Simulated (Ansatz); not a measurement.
# Strength of the C–Si bond: SiH2(CN)2 → SiH2(CN) + CN

Species: SiH2(CN)2, singlet; SiH2(CN), doublet; CN, doublet. 

Shapes, held fixed at every level: PBE0-D4/def2-TZVP. Programs: Ansatz 0.2.0. The zero-point and thermal change to 298 K, harmonic and unscaled (PBE0-D4/def2-TZVP), is -11.2 kJ/mol.

```tsv
level	kind	ΔH(298 K) (kJ/mol)	CPU time (sum over the molecules)
HF/def2-SVP	Hartree–Fock	+396.8	–
HF/def2-TZVPP	Hartree–Fock	+400.2	–
SPW92/def2-TZVPP	LDA	+522.7	7 s
PBE-D4/def2-TZVPP	GGA	+472.7	13 s
PBE0-D4/def2-TZVPP	global hybrid	+490.0	13 s
wB97M-V/def2-TZVPP	range-separated hybrid	+518.9	46 s
wB97X-V/def2-TZVPP	range-separated hybrid	+515.1	34 s
B2PLYP/def2-TZVPP	double hybrid	+491.5	19 s
```

B2PLYP/def2-TZVPP gives ΔH(298 K) = +491.5 kJ/mol; the levels span +396.8 to +522.7. The median of the levels is +490.8. Hartree–Fock misses the correlation of the pair that is broken and comes out low. No measured value is set beside it here. Spin contamination: SiH2(CN) (⟨S²⟩ up to 0.82), CN (⟨S²⟩ up to 1.11). Open shells run unrestricted. Times are processor times on shared x86 and Arm servers, and rough.

Breaking this Si–C bond is costly at every level, as expected for a bond to cyanide carbon. The carbon uses an sp hybrid rich in s character, which holds the shared pair tightly, and the electropositive silicon adds a polar contribution. Homolysis gives up both and leaves CN as a σ radical, whose unpaired electron gains little from delocalisation into the π system. This makes the bond stronger than a typical silicon–alkyl bond.

The larger basis barely moves the Hartree–Fock value, so the spread comes mainly from the treatment of exchange and correlation. LDA's +522.7 kJ/mol lies close to the range-separated hybrids, but since LDA usually overbinds, this is probably a coincidence rather than support for the upper end. Likewise, the closeness of PBE0-D4 and B2PLYP doesn't establish convergence. The calculations support a strong bond, but not a choice between the GGA value and the higher hybrid values. Whether the second cyano group strengthens or weakens the bond can't be judged without the monocyano silane.
